**Problem.** Linear centrosymmetric I$_3^-$ lies along $z$ and is treated in the double group of $D_{2h}$. The active space is the iodine 5p shell, nine Kramers pairs $(\phi_p,\phi_{\bar p}=\hat K\phi_p)$, three $g$ and six $u$. Unbarred spinors have $m_j=+\tfrac12,-\tfrac32,\dots$, and $M_K=(N_{\rm unbarred}-N_{\rm barred})/2$.

(a) Block the CI matrix for I$_3^-$ (16 active electrons) and for I$_3$ at the same geometry (15).

(b) Solve the $\pi_u^{*3}\sigma_u^{*1}$ manifold of the anion, with pure-spin spinors and illustrative inputs: spin-free triplet excitation energy $E_T=2.30$ eV, $\pi$–$\sigma$ exchange integral $K_x=0.21$ eV, and $\hat h_{SO}=\zeta\,l_zs_z$ ($l_z,s_z$ in units of $\hbar$) with $\zeta=0.56$ eV. They were chosen to put these states at 2–3 eV, the range typical of relativistic correlated calculations.

**Why the rules hold.** The operator $a^\dagger_pa_{\bar q}$ raises $M_K$ by 1. The Hamiltonian moves at most two electrons, so $\Delta M_K=0,\pm1,\pm2$. Time reversal is antiunitary and commutes with $\hat H$, so
$$\langle \hat KI|\hat H|\hat KJ\rangle=\langle I|\hat H|J\rangle^*.$$
It swaps bars, hence block $(-M_K,-M_K')$ is the complex conjugate of $(M_K,M_K')$ when partners are defined as $\hat K|I\rangle$, sign included. Also $\hat K^2=(-1)^N$.

Now add $C_2(z)=e^{-i\pi j_z}$. It gives $-i$ on every unbarred spinor and $+i$ on every barred one, so a determinant has eigenvalue $e^{-i\pi M_K}$. Since $\hat H$ commutes with $C_2(z)$, odd $\Delta M_K$ vanishes.

*Question: is $M_K$ then just $\Omega$ or $M_S$?*

Neither. The spinor $\pi_-\beta$ has $m_j=-\tfrac32$ and is unbarred. $M_K$ is a bookkeeping label, and only its value modulo 2 is conserved.

*Question: why is the matrix real?*

The antiunitary operator $C_2(y)^{-1}\hat K$ squares to $+1$ on spinors and preserves the unbarred class, so phases can be fixed with $\hat K\phi_p=C_2(y)\phi_p$. All matrix elements are then real, and $\hat K$ permutes determinants exactly as the linear operator $C_2(y)$ does. This works in $D_{2h}$, $D_2$, $C_{2v}$. The complex groups $C_{2h}$, $C_2$, $C_s$ keep the selection rule through their one axis or mirror but lose reality. In $C_1$ and $C_i$ odd $\Delta M_K$ survives.

**(a) Counting.** The filled shell is totally symmetric, so we count holes. The anion has two holes in 18 spinors, 153 determinants. For $M_K=0$ there is one hole of each kind, $g$ in $3^2+6^2=45$ cases out of 81. For $M_K=+1$ both holes are barred, $g$ in $\binom32+\binom62=18$ cases out of 36. The radical has three holes, 816 determinants.

| system | $M_K$ | $g$ | $u$ |
|---|---|---|---|
| I$_3^-$ | 0 | 45 | 36 |
| I$_3^-$ | $\pm1$, each | 18 | 18 |
| I$_3$ | $\pm\tfrac12$, each | 162 | 162 |
| I$_3$ | $\pm\tfrac32$, each | 46 | 38 |

For I$_3$, $M_K$ and $-M_K$ differ by an odd integer. The class $\{+\tfrac12,-\tfrac32\}$ is uncoupled from $\{-\tfrac12,+\tfrac32\}$, and $\hat K$ maps one onto the other. We get two Kramers-conjugate halves of dimension 408 with identical spectra. We keep one, as real blocks of 208 ($g$) and 200 ($u$).

For I$_3^-$ each class maps onto itself. The even class (81) holds $A$ and $B_1$ states, the odd class (72) $B_2$ and $B_3$. The combinations $|I\rangle\pm\hat K|I\rangle$ are $C_2(y)$ eigenfunctions. Nine closed-shell determinants are invariant under $\hat K$ and the other 36 of the even $g$ block pair up. So $A_g$ has $9+18=27$ functions and each of the other seven irreps 18.

*Question: so halving by Kramers conjugation is not available for the anion?*

Correct. With $\hat K^2=+1$ no degeneracy is forced, and the $\pm$ blocks generally have different spectra.

**(b) The model.** The $\pi$ spinors are $\pi_+\beta$, $\pi_-\beta$ (unbarred) and $\pi_-\alpha$, $\pi_+\alpha$ (barred); $\sigma\alpha$ is unbarred. The $|m_j|=\tfrac32$ pair lies at $+\zeta/2$, the $\tfrac12$ pair at $-\zeta/2$, with $\zeta/2=0.28$ eV. There are eight determinants, all $g$. Four have $\pi_+$ doubly occupied, which adds nothing to $M_K$ or to the spin–orbit energy. Antiparallel open-shell spins cost $K_x$ on the diagonal.

| open shells | $M_K$ | $\Omega$ | diagonal energy |
|---|---|---|---|
| $\pi_-\alpha\,\sigma\alpha$ | 0 | 2 | $E_T-\zeta/2=2.02$ eV |
| $\pi_-\beta\,\sigma\beta$ | 0 | 0 | $E_T+\zeta/2=2.58$ eV |
| $\pi_-\beta\,\sigma\alpha\equiv a$ | $+1$ | 1 | $E_T+K_x+\zeta/2=2.79$ eV |
| $\pi_-\alpha\,\sigma\beta\equiv\hat Kb$ | $-1$ | 1 | $E_T+K_x-\zeta/2=2.23$ eV |

The other four are the $\hat K$ partners. The $M_K=0$ block is diagonal: $2_g$ at 2.02 eV, and $0_g^+$, $0_g^-$ together at 2.58 eV. In the odd class, exchange couples $a$ to $\hat Kb$ by $-K_x$ (the phase of $b$ fixes the sign), with $\Delta M_K=2$. The conjugation rule with $\hat K^2=+1$ gives $\langle b|\hat H|\hat Ka\rangle=\langle \hat Kb|\hat H|a\rangle^*=-K_x$. In the basis $(a,b,\hat Ka,\hat Kb)$,
$$H=\begin{pmatrix}A&B\\B&A\end{pmatrix},\quad A=\begin{pmatrix}2.79&0\\0&2.23\end{pmatrix}\text{eV},\quad B=\begin{pmatrix}0&-0.21\\-0.21&0\end{pmatrix}\text{eV}.$$
The blocks are $A+B$ ($B_{2g}$) and $A-B$ ($B_{3g}$). Both give
$$E=E_T+K_x\mp\sqrt{K_x^2+\zeta^2/4}=(2.51\mp0.35)\ \text{eV},$$
so the model's $1_g$ states lie at 2.16 and 2.86 eV. Their degeneracy across the two blocks comes from the axial symmetry of the linear ion. In the lower state with $\Omega=+1$, $\hat Kb$ has weight $\tfrac12(1+0.28/0.35)=0.90$, and $\langle M_K\rangle=-0.80$. Restricting the CI to $M_K=+1$ returns 2.23 and 2.79 eV, a truncation error of 0.07 eV in each root.

*Question: does the $\Delta M_K=2$ coupling die without spin–orbit coupling?*

No. The integral joins the densities $(\pi_-\alpha)^\dagger\sigma\alpha$ and $(\sigma\beta)^\dagger\pi_-\beta$. Each has one bar and conserves spin, so it is ordinary exchange. At $\zeta=0$ it produces the whole singlet–triplet gap $2K_x=0.42$ eV.

*Question: what did $l_zs_z$ leave out?*

The $l_\pm s_\mp$ terms mix $\pi_+\beta$ with $\sigma\alpha$ spinors through a one-centre element of order $\zeta/\sqrt2=0.40$ eV. Across an assumed gap of 2.5 eV this shifts levels by $(0.40\ \text{eV})^2/2.5\ \text{eV}=0.06$ eV, which rivals the 0.07 eV above and separates $0_g^+$ from $0_g^-$. The second decimal therefore belongs to the model only. Both spinors involved are unbarred, so the coupling has $\Delta M_K=0$ and every block dimension in (a) stands.